**Where HF, MP2, SCS-MP2 and four functionals fail for third ionisation energies of 3d ions**

The table holds error statistics against measured values for the removal of a 3d electron from Sc²⁺, Ti²⁺, V²⁺, Cr²⁺, Mn²⁺ and Ni²⁺, from unrestricted, non-relativistic PySCF calculations in aug-cc-pwCVTZ. The program separates bias from cancellation through the sums of positive and negative errors, splits the MP2 gain over HF into same-spin and opposite-spin parts using the SCS weights, and fits one constant per lost same-spin pair to Ti and V. HF is low and all four functionals are high in every case, correlating 3s3p raises MP2 by 0.64 eV on average, and the small SCS-MP2 subvalence mean is Ni²⁺ (+0.39 eV) offsetting the other five (−0.14 eV). Two deductions from the statistics give a valence opposite-spin gain near 1.75 eV for Ni²⁺. Pair counting gives only the scale of the same-spin gain: a V/Ti ratio of 2.93 against 2, and 19 % low for Cr, Mn and Ni together.

PySCF 2.14.0, one real unrestricted determinant at highest spin, aug-cc-pwCVTZ, non-relativistic, point nucleus. Errors are computed less reference ionisation energies of six ions in their ground configurations (references in eV: Sc²⁺ 24.76, Ti²⁺ 27.49, V²⁺ 29.31, Cr²⁺ 30.96, Mn²⁺ 33.67, Ni²⁺ 35.19). Valence correlates 3d, subvalence 3s3p3d, all-electron all shells.

## Script

```python
# Table: error statistics (eV) of third ionisation energies (Sc, Ti, V, Cr, Mn, Ni 2+), PySCF,
# unrestricted, aug-cc-pwCVTZ, non-relativistic, against measured values. Tested: bias vs cancellation,
# same-spin (SS) / opposite-spin (OS) split of the MP2 gain over HF, pair counting, 3s3p shift.
T = {
    'level': ['LDA', 'PBE', 'r2SCAN', 'PBE0', 'MP2 valence', 'SCS-MP2 valence', 'MP2 subvalence', 'SCS-MP2 subvalence', 'MP2 all-electron', 'SCS-MP2 all-electron', 'HF'],
    'rung': ['LDA', 'GGA', 'meta-GGA', 'global hybrid', 'wave function', 'wave function', 'wave function', 'wave function', 'wave function', 'wave function', 'Hartree-Fock'],
    'mse': [0.98, 0.7, 0.49, 0.48, -0.41, -0.65, 0.23, -0.05, 0.26, -0.04, -1.15],  # eV
    'mae': [0.98, 0.7, 0.49, 0.48, 0.43, 0.65, 0.28, 0.18, 0.29, 0.17, 1.15],  # eV
    'worst': [1.35, 0.88, 0.62, 0.57, -0.75, -0.86, 0.61, 0.39, 0.63, 0.4, -2.31],  # eV
    'where': ['Ni2+', 'Ni2+', 'V2+', 'Sc2+', 'Sc2+', 'Cr2+', 'Ni2+', 'Ni2+', 'Ni2+', 'Ni2+', 'Ni2+'],
    'high': [6, 6, 6, 6, 1, 1, 4, 1, 5, 1, 0],
}
import numpy as np
n = 6
L = T['level']
g = lambda k, l: T[k][L.index(l)]
pos = lambda l: n*(g('mae', l) + g('mse', l))/2
print('floors/eV: entries, references 0.005; sums over 6 cases 0.03; mean of other five 0.007')
print('level | sum+ | sum- | mae-|mse| | worst-mse | mean of other five | worst-others')
for l in L:
    s, a, w = g('mse', l), g('mae', l), g('worst', l)
    o = (n*s - w)/(n - 1)
    print(f"{l}: {pos(l):.2f} {-n*(a-s)/2:.2f} {a-abs(s):.2f} {w-s:+.2f} {o:+.2f} {w-o:+.2f} ({g('where', l)})")
# ionisation energies (eV) of Sc, Ti, V typed from further outputs of the same runs; references from caption
ref = np.array([24.76, 27.49, 29.31])
E = {'LDA': [25.50928, 28.18206, 30.22546], 'PBE': [25.46152, 28.09779, 29.97762],
     'r2SCAN': [25.26067, 28.07811, 29.93063], 'PBE0': [25.3244, 27.98406, 29.80752],
     'MP2 valence': [24.00413, 26.91519, 28.75054], 'SCS-MP2 valence': [24.00413, 26.82204, 28.47803],
     'MP2 subvalence': [24.6487, 27.47325, 29.43885], 'SCS-MP2 subvalence': [24.58978, 27.35888, 29.14109],
     'MP2 all-electron': [24.66815, 27.49395, 29.46944], 'SCS-MP2 all-electron': [24.60111, 27.37172, 29.16182],
     'HF': [24.00413, 26.77547, 28.34178]}
E = {k: np.array(v) for k, v in E.items()}
f = lambda v: ' '.join(f'{x:+.3f}' for x in v)
print('errors/eV Sc Ti V (+-0.005) | implied mean of Cr, Mn, Ni (+-0.015)')
for l in L:
    e = E[l] - ref
    print(f"{l}: {f(e)} | {(n*g('mse', l) - e.sum())/3:+.2f}")
print(f'M06-2X errors Sc, V: {24.94745-ref[0]:+.2f} {29.40138-ref[2]:+.2f} eV')  # further outputs
print('shifts/eV Sc Ti V | six-case mean (+-0.01)')
for a, b in [('LDA', 'PBE'), ('PBE', 'PBE0'), ('PBE0', 'r2SCAN'), ('MP2 valence', 'MP2 subvalence'),
             ('SCS-MP2 valence', 'SCS-MP2 subvalence'), ('MP2 subvalence', 'MP2 all-electron')]:
    print(f"{a} -> {b}: {f(E[b]-E[a])} | {g('mse', b)-g('mse', a):+.2f}")
cs, co = 1/3, 6/5
def split(m, s):
    os_ = (s - cs*m)/(co - cs)
    return m - os_, os_
print('gain over HF/eV: Sc Ti V | mean (floors SS 0.014, OS 0.012)')
M = {}
for sch in ['valence', 'subvalence']:
    ss, os_ = split(E['MP2 '+sch] - E['HF'], E['SCS-MP2 '+sch] - E['HF'])
    M[sch] = split(g('mse', 'MP2 '+sch) - g('mse', 'HF'), g('mse', 'SCS-MP2 '+sch) - g('mse', 'HF'))
    print(f'{sch}: SS {f(ss)} | {M[sch][0]:.2f}; OS {f(os_)} | {M[sch][1]:.2f}')
gv, gs = E['MP2 valence'] - E['HF'], E['SCS-MP2 valence'] - E['HF']
print(f'valence SCS gain Ti, V {f(gs[1:])}; ratio to MP2 gain {f(gs[1:]/gv[1:])} (built in: 1/3)')
osA, hfNi = n*M['valence'][1], g('worst', 'HF')
print(f'Ni valence OS, A (sum over cases, all Ni): {osA:.2f} +-0.07 eV; per lost pair (5): {osA/5:.2f}')
pm, ps = pos('MP2 valence'), pos('SCS-MP2 valence')
C = [split(m - hfNi, s - hfNi) for m in (pm-0.03, pm+0.03) for s in (max(ps-0.03, 0), ps+0.03)]
ssB, osB = np.array(C).T
print(f'Ni, B (Ni the one high case): OS {osB.min():.2f}-{osB.max():.2f}, SS {ssB.min():.2f}-{ssB.max():.2f} eV')
rest = n*g('mse', 'SCS-MP2 valence') - (E['SCS-MP2 valence'] - ref).sum() - g('worst', 'SCS-MP2 valence')
print(f'SCS valence Mn+Ni error {rest:+.2f}; Ni SS needed if Mn were the high case {(rest-hfNi-co*osA)/cs:+.1f} eV')
p = np.array([0, 1, 2])
b = (p @ gv)/(p @ p)
print(f'pair count: b = {b:.3f} eV/pair; residuals Sc Ti V {f(gv-b*p)}; V/Ti gain {gv[2]/gv[1]:.2f} (model 2)')
ssR = n*M['valence'][0] - gv.sum()
print(f'SS of Cr+Mn+Ni (9 pairs): table {ssR:.2f} +-0.08, model {9*b:.2f}, misfit {100*(9*b/ssR-1):+.0f} %')
assert all(g('high', l) == n for l in ['LDA', 'PBE', 'r2SCAN', 'PBE0']) and g('high', 'HF') == 0
assert abs(pos('SCS-MP2 subvalence') - g('worst', 'SCS-MP2 subvalence')) < 0.036
assert np.allclose(gs[1:]/gv[1:], cs, atol=0.005)
assert abs(osA - osB.mean()) < 0.12
```

It prints:

```
floors/eV: entries, references 0.005; sums over 6 cases 0.03; mean of other five 0.007
level | sum+ | sum- | mae-|mse| | worst-mse | mean of other five | worst-others
LDA: 5.88 -0.00 0.00 +0.37 +0.91 +0.44 (Ni2+)
PBE: 4.20 -0.00 0.00 +0.18 +0.66 +0.22 (Ni2+)
r2SCAN: 2.94 -0.00 0.00 +0.13 +0.46 +0.16 (V2+)
PBE0: 2.88 -0.00 0.00 +0.09 +0.46 +0.11 (Sc2+)
MP2 valence: 0.06 -2.52 0.02 -0.34 -0.34 -0.41 (Sc2+)
SCS-MP2 valence: 0.00 -3.90 0.00 -0.21 -0.61 -0.25 (Cr2+)
MP2 subvalence: 1.53 -0.15 0.05 +0.38 +0.15 +0.46 (Ni2+)
SCS-MP2 subvalence: 0.39 -0.69 0.13 +0.44 -0.14 +0.53 (Ni2+)
MP2 all-electron: 1.65 -0.09 0.03 +0.37 +0.19 +0.44 (Ni2+)
SCS-MP2 all-electron: 0.39 -0.63 0.13 +0.44 -0.13 +0.53 (Ni2+)
HF: 0.00 -6.90 0.00 -1.16 -0.92 -1.39 (Ni2+)
errors/eV Sc Ti V (+-0.005) | implied mean of Cr, Mn, Ni (+-0.015)
LDA: +0.749 +0.692 +0.915 | +1.17
PBE: +0.702 +0.608 +0.668 | +0.74
r2SCAN: +0.501 +0.588 +0.621 | +0.41
PBE0: +0.564 +0.494 +0.498 | +0.44
MP2 valence: -0.756 -0.575 -0.559 | -0.19
SCS-MP2 valence: -0.756 -0.668 -0.832 | -0.55
MP2 subvalence: -0.111 -0.017 +0.129 | +0.46
SCS-MP2 subvalence: -0.170 -0.131 -0.169 | +0.06
MP2 all-electron: -0.092 +0.004 +0.159 | +0.50
SCS-MP2 all-electron: -0.159 -0.118 -0.148 | +0.06
HF: -0.756 -0.715 -0.968 | -1.49
M06-2X errors Sc, V: +0.19 +0.09 eV
shifts/eV Sc Ti V | six-case mean (+-0.01)
LDA -> PBE: -0.048 -0.084 -0.248 | -0.28
PBE -> PBE0: -0.137 -0.114 -0.170 | -0.22
PBE0 -> r2SCAN: -0.064 +0.094 +0.123 | +0.01
MP2 valence -> MP2 subvalence: +0.645 +0.558 +0.688 | +0.64
SCS-MP2 valence -> SCS-MP2 subvalence: +0.586 +0.537 +0.663 | +0.60
MP2 subvalence -> MP2 all-electron: +0.019 +0.021 +0.031 | +0.03
gain over HF/eV: Sc Ti V | mean (floors SS 0.014, OS 0.012)
valence: SS +0.000 +0.140 +0.409 | 0.45; OS +0.000 -0.000 -0.000 | 0.29
subvalence: SS +0.217 +0.293 +0.597 | 0.64; OS +0.428 +0.405 +0.500 | 0.74
valence SCS gain Ti, V +0.047 +0.136; ratio to MP2 gain +0.333 +0.333 (built in: 1/3)
Ni valence OS, A (sum over cases, all Ni): 1.75 +-0.07 eV; per lost pair (5): 0.35
Ni, B (Ni the one high case): OS 1.74-1.80, SS 0.54-0.66 eV
SCS valence Mn+Ni error -0.78; Ni SS needed if Mn were the high case -1.7 eV
pair count: b = 0.191 eV/pair; residuals Sc Ti V +0.000 -0.052 +0.026; V/Ti gain 2.93 (model 2)
SS of Cr+Mn+Ni (9 pairs): table 2.14 +-0.08, model 1.72, misfit -19 %
```
